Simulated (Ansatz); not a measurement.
**SiH2O2F (SMILES O[Si](O)F): methods side by side**

SiH2O2F has 6 atoms, charge 0, and is taken as a doublet. As SMILES, `O[Si](O)F`. Geometry: optimised at wB97X-V/def2-SVP. This is one conformer, not always the lowest.

```xyz
6

O    -0.9046    1.0434   -0.6290
Si    0.3900    0.0344   -0.4488
O     0.3501   -0.5667    1.0983
F     0.1651   -1.1542   -1.5328
H    -1.0589    1.6785    0.0800
H     1.1004   -1.0995    1.3862
```

Each level gives the dissociation energy of the F4–Si2 bond into doublet F and singlet SiH2O2 (shapes relaxed at wB97X-V/def2-SVP, no zero-point term) (eV). The values are calculated.

| level | kind | program | value (eV) | CPU time (all runs) |
| --- | --- | --- | --- | --- |
| UHF/def2-TZVP | Hartree–Fock | Ansatz | 3.75 | 1.1 s |
| USVWN5/def2-TZVP | LDA | Ansatz | 5.48 | 1.1 s |
| UPBE/def2-TZVP | GGA | Ansatz | 4.76 | 2 s |
| U-r2SCAN/def2-TZVP | meta-GGA | Ansatz | 4.90 | 3.6 s |
| UPBE0-D4/def2-TZVP | global hybrid | Ansatz | 4.66 | 2.5 s |
| U-wB97M-V/def2-TZVP | range-separated hybrid | Ansatz | 4.45 | 7.7 s |
| RPA@PBE/def2-TZVP | RPA | Ansatz | 4.04 | 4.4 s |
| UMP2/def2-TZVP | perturbation theory | Ansatz | 4.93 | 1.7 s |

The values span 3.75 to 5.48 eV. Hartree–Fock misses the correlation of the electron pair that is broken and comes out low. A fragment with an even electron count was run as a singlet and may have a lower triplet. Measured bond enthalpies also hold zero-point and thermal terms, a few tenths of an eV less. CPU times are rough (shared hosts, several kinds of processor): they show what a rung costs within a factor of a few.

Apart from Hartree–Fock, LDA and RPA, the methods place the Si–F dissociation energy between 4.45 and 4.93 eV. This is a strong bond, as expected from the large electronegativity difference and the resulting ionic character. Even so, it is probably weaker than Si–F in a saturated fluorosilane. Losing fluorine from this silicon-centred radical leaves a divalent silylene, in which the unpaired electron and the electron left by the broken bond pair up in a lone pair of high 3s character. Donation from the oxygen lone pairs into the empty silicon 3p orbital stabilises that product further, so part of the cost of breaking the bond is recovered.

Climbing the density-functional ladder does not lower the energy steadily: r2SCAN lies above PBE, while both hybrids lie below it. The low RPA value probably reflects that method's familiar underbinding of covalent bonds. The close agreement between MP2 and r2SCAN does not establish the accuracy of either, since no higher-level correlated benchmark is included.
